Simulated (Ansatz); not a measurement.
AlPt: the change of pressure and energy change with amplitude

A normal mode of the cell frozen into a crystal at growing amplitude, by plane-wave density functional theory with PAW datasets, free energies less that of the undisturbed cell, pressure positive in compression; scalar-relativistic. The results are calculated, by Ansatz 0.2.0.

The cell before atoms are moved (space group P2_13, No. 198):
```
AlPt
1.0
      4.8685     0.0000     0.0000
      0.0000     4.8685     0.0000
      0.0000     0.0000     4.8685
Al Pt
4 4
Direct
  0.84420 0.84420 0.84420
  0.65580 0.15580 0.34420
  0.34420 0.65580 0.15580
  0.15580 0.34420 0.65580
  0.15400 0.15400 0.15400
  0.34600 0.84600 0.65400
  0.65400 0.34600 0.84600
  0.84600 0.65400 0.34600
```

Settings of every row: functional PBEsol; dispersion none; spin none; wave cutoff 420 eV; k mesh 8x8x8; occupations gaussian; smearing width 0.15 eV; k shift 0x0x0; start relaxed.

Atom:
| element | mode x (displacement for amplitude 1) | mode y (displacement for amplitude 1) | mode z (displacement for amplitude 1) |
| --- | --- | --- | --- |
| Al | 0.0281 | 0.0281 | 0.0281 |
| Al | -0.0281 | -0.0281 | 0.0281 |
| Al | 0.0281 | -0.0281 | -0.0281 |
| Al | -0.0281 | 0.0281 | -0.0281 |
| Pt | -0.5774 | -0.5774 | -0.5774 |
| Pt | 0.5774 | 0.5774 | -0.5774 |
| Pt | -0.5774 | 0.5774 | 0.5774 |
| Pt | 0.5774 | -0.5774 | 0.5774 |

Limits: no spin-orbit coupling, which can matter with elements this heavy; the cell comes from a prototype or a list of computed structures and needn't be the stable phase.

| row | amplitude (Å of the largest displacement) | pressure (GPa) | energy change (meV a cell) | force along mode (eV/Å) |
| --- | --- | --- | --- | --- |
| 1 | -0.2 | 4.163 | 652.5 | 7.03 |
| 2 | -0.15 | 2.308 | 351.9 | 5.01 |
| 3 | -0.1 | 1.016 | 149.3 | 3.13 |
| 4 | -0.05 | 0.256 | 35.4 | 1.46 |
| 5 | 0 | 0.018 | 0 | -0.01 |
| 6 | 0.05 | ? | ? | ? |
| 7 | 0.1 | 1.055 | 129.6 | -2.50 |
| 8 | 0.15 | 2.283 | 283.5 | -3.66 |
| 9 | 0.175 | 3.068 | 382.5 | -4.26 |
| 10 | 0.2 | 3.964 | 497.1 | -4.91 |

Question: what pressure and energy change should row 6 give?

Worked fit of pressure. Take t = amplitude, in Å of the largest displacement. The shown rows have t = -0.2, -0.15, -0.1, -0.05, 0, 0.1, 0.15, 0.175, 0.2. Least squares give pressure = 0.0126 − 0.2671 × t + 101.34 × t² GPa; a straight line predicts inner rows, each left out in turn, worse (root mean square 1.4 against 0.04 GPa). The rows lie off it by 0.043, -0.025, -0.037, -0.023, 0.005, 0.056, 0.030, -0.001, -0.049 (root mean square 0.035 GPa), a smooth pattern that one more power would take up: the form is only approximate. The withheld row has t = 0.05, so the fit gives 0.0126 − 0.2671 × (0.05) + 101.34 × (0.05)² = 0.253 GPa.

The calculation gave 0.292 GPa. The fit lies 0.039 GPa (13 % of the value, 0.94 % of the column's range) below it; its largest miss of a shown row is 0.056 GPa.

Worked fit of energy change. Take t = amplitude, in Å of the largest displacement. The shown rows have t = -0.2, -0.15, -0.1, -0.05, 0, 0.1, 0.15, 0.175, 0.2. Least squares give energy change = −7.34 − 298.63 × t + 14513.3 × t² meV a cell; a straight line predicts inner rows, each left out in turn, worse (root mean square 190 against 17 meV a cell). The rows lie off it by 19.6, -12.1, -18.4, -8.5, 7.3, 21.7, 9.1, -2.4, -16.4 (root mean square 14 meV a cell), a smooth pattern that one more power would take up: the form is only approximate. The withheld row has t = 0.05, so the fit gives −7.34 − 298.63 × (0.05) + 14513.3 × (0.05)² = 14.0 meV a cell.

The calculation gave 33.9 meV a cell. The fit lies 19.9 meV a cell (59 % of the value, 3 % of the column's range) below it; its largest miss of a shown row is 21.7 meV a cell.

The other values of row 6: force along mode -1.32 eV/Å.
